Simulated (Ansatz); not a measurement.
A series in volume scale on Ge

Free energy against uniform scaling of the volume at fixed shape and fractions; periodic cell, basis, potentials, k mesh and filling as listed. The results are calculated, by Ansatz 0.2.0.

The cell before it is scaled or strained (space group Cmcm, No. 63):
```
CELL_PARAMETERS angstrom
1.48810 -2.59470 0.00000
1.48810 2.59470 0.00000
0.00000 0.00000 4.72760
ATOMIC_POSITIONS crystal
Ge 0.66655 0.33345 0.25000
Ge 0.33345 0.66655 0.75000
```

Settings of every row: functional PBEsol; dispersion none; potentials PAW; wave cutoff 630 eV; density cutoff 2520 eV; k mesh 11x11x6; k shift 0x0x0; occupations fermi dirac; smearing width 0.1 eV; spin none; xc grid level 1.

Limits: coarse k mesh, up to 40 meV an atom off; the cell comes from a prototype or a list of computed structures and needn't be the stable phase.

```csv
row,volume scale,V (Å³/atom),energy above lowest point (meV/atom)
1,0.9,16.429,57.3
2,0.925,16.885,31.9
3,0.95,17.341,14.5
4,0.975,17.798,4.2
5,1,18.254,0
6,1.025,18.71,?
7,1.05,19.167,6.9
8,1.075,19.623,16.8
9,1.1,20.079,30.3
```

Question: what energy above lowest point should row 6 give?

Worked fit of energy above lowest point. Take u = (V_r/V)^(2/3) − 1 with V_r = 18.026 Å³ an atom, which is twice the finite (Eulerian) strain; such expansions in the strain, on which the Birch-Murnaghan equation of state is built, carry the rest volume and the bulk modulus. The shown rows have u = 0.0638, 0.04456, 0.02616, 0.00852, -0.00834, -0.04009, -0.05502, -0.06938. Least squares give energy above lowest point = 1.36 + 247.9 × u + 9724 × u² + 2051 × u³ meV/atom; a parabola predicts inner rows, each left out in turn, worse (root mean square 0.15 against 0.039 meV/atom). All shown rows lie on it to the printed digit. Its lowest point lies at u = -0.0128, or V = 18.38 Å³ an atom, and the curvature there gives the bulk modulus at fixed shape and fractions, B = (4/9)(1 + u)² E″(u)/V = 72.8 GPa. Letting shape and atoms relax would as a rule lower it, by much in layered, chain or molecular crystals. The withheld row has u = -0.02452, so the fit gives 1.36 + 247.9 × (-0.02452) + 9724 × (-0.02452)² + 2051 × (-0.02452)³ = 1.1 meV/atom.

The calculation gave 1.1 meV/atom. The fit meets it to the printed digit.
